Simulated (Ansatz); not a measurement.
## A series in volume scale on Nb

All results are calculated (Ansatz 0.2.0). Periodic Kohn-Sham DFT of a crystal at fixed atoms, scaled to volume_scale times the given cell; pressure positive in compression, energy less spherical unpolarised free atoms, largest_vzz the field gradient of largest size among the nuclei.

The cell before it is scaled or strained (space group Fm-3m, No. 225):
```
CELL_PARAMETERS angstrom
0.00000 2.11500 2.11500
2.11500 0.00000 2.11500
2.11500 2.11500 0.00000
ATOMIC_POSITIONS crystal
Nb 0.00000 0.00000 0.00000
```

Settings of every row: method all-electron LAPW; functional LDA; relativity scalar; k mesh 13x13x13; filling fermi-dirac; smearing width 0.03 eV; basis error target 0.5 meV/atom; nucleus gaussian.

Atom start moment: 0 on all atoms.

| row | volume scale | V (Å³/atom) | pressure (GPa) | energy less free atoms (eV/atom) |
| --- | --- | --- | --- | --- |
| 1 | 0.94 | 17.786 | -0.134 | -10.8883 |
| 2 | 0.96 | 18.165 | -3.842 | -10.8836 |
| 3 | 0.98 | 18.543 | -7.24 | -10.8704 |
| 4 | 0.99 | 18.733 | -8.822 | -10.8609 |
| 5 | 1 | 18.922 | -10.326 | -10.8496 |
| 6 | 1.01 | 19.111 | -11.752 | -10.8366 |
| 7 | 1.02 | 19.3 | -13.102 | -10.8219 |
| 8 | 1.04 | 19.679 | ? | ? |
| 9 | 1.06 | 20.057 | -17.832 | -10.7484 |

Question: what pressure and energy less free atoms should row 8 give?

Worked fit of pressure. Take u = (V_r/V)^(2/3) − 1 with V_r = 18.828 Å³ an atom, which is twice the finite (Eulerian) strain; such expansions in the strain, on which the Birch-Murnaghan equation of state is built, carry the rest volume and the bulk modulus. The shown rows have u = 0.03869, 0.02419, 0.01022, 0.00338, -0.00331, -0.0099, -0.01637, -0.04128. Least squares give pressure = −9.5863 + 224.375 × u + 555.39 × u² − 1006 × u³ GPa; a parabola predicts inner rows, each left out in turn, worse (root mean square 0.016 against 0.0062 GPa). The rows lie off it by -0.002, 0.006, -0.004, 0.000, -0.003, 0.000, 0.004, -0.001 (root mean square 0.0032 GPa). The withheld row has u = -0.02904, so the fit gives −9.5863 + 224.375 × (-0.02904) + 555.39 × (-0.02904)² − 1006 × (-0.02904)³ = -15.609 GPa.

The calculation gave -15.594 GPa. The fit lies 0.015 GPa (0.085 % of the column's range) below it; its largest miss of a shown row is 0.006 GPa.

Worked fit of energy less free atoms. Take u = (V_r/V)^(2/3) − 1 with V_r = 18.828 Å³ an atom, which is twice the finite (Eulerian) strain; such expansions in the strain, on which the Birch-Murnaghan equation of state is built, carry the rest volume and the bulk modulus. The shown rows have u = 0.03869, 0.02419, 0.01022, 0.00338, -0.00331, -0.0099, -0.01637, -0.04128. Least squares give energy less free atoms = −10.85544 − 1.6924 × u + 21.805 × u² eV/atom; a straight line predicts inner rows, each left out in turn, worse (root mean square 0.01 against 4.2e-05 eV/atom). The rows lie off it by 0.0000, 0.0000, 0.0001, 0.0000, 0.0000, -0.0001, 0.0000, 0.0000. The withheld row has u = -0.02904, so the fit gives −10.85544 − 1.6924 × (-0.02904) + 21.805 × (-0.02904)² = -10.7879 eV/atom.

The calculation gave -10.7879 eV/atom. The fit meets it to the printed digit.
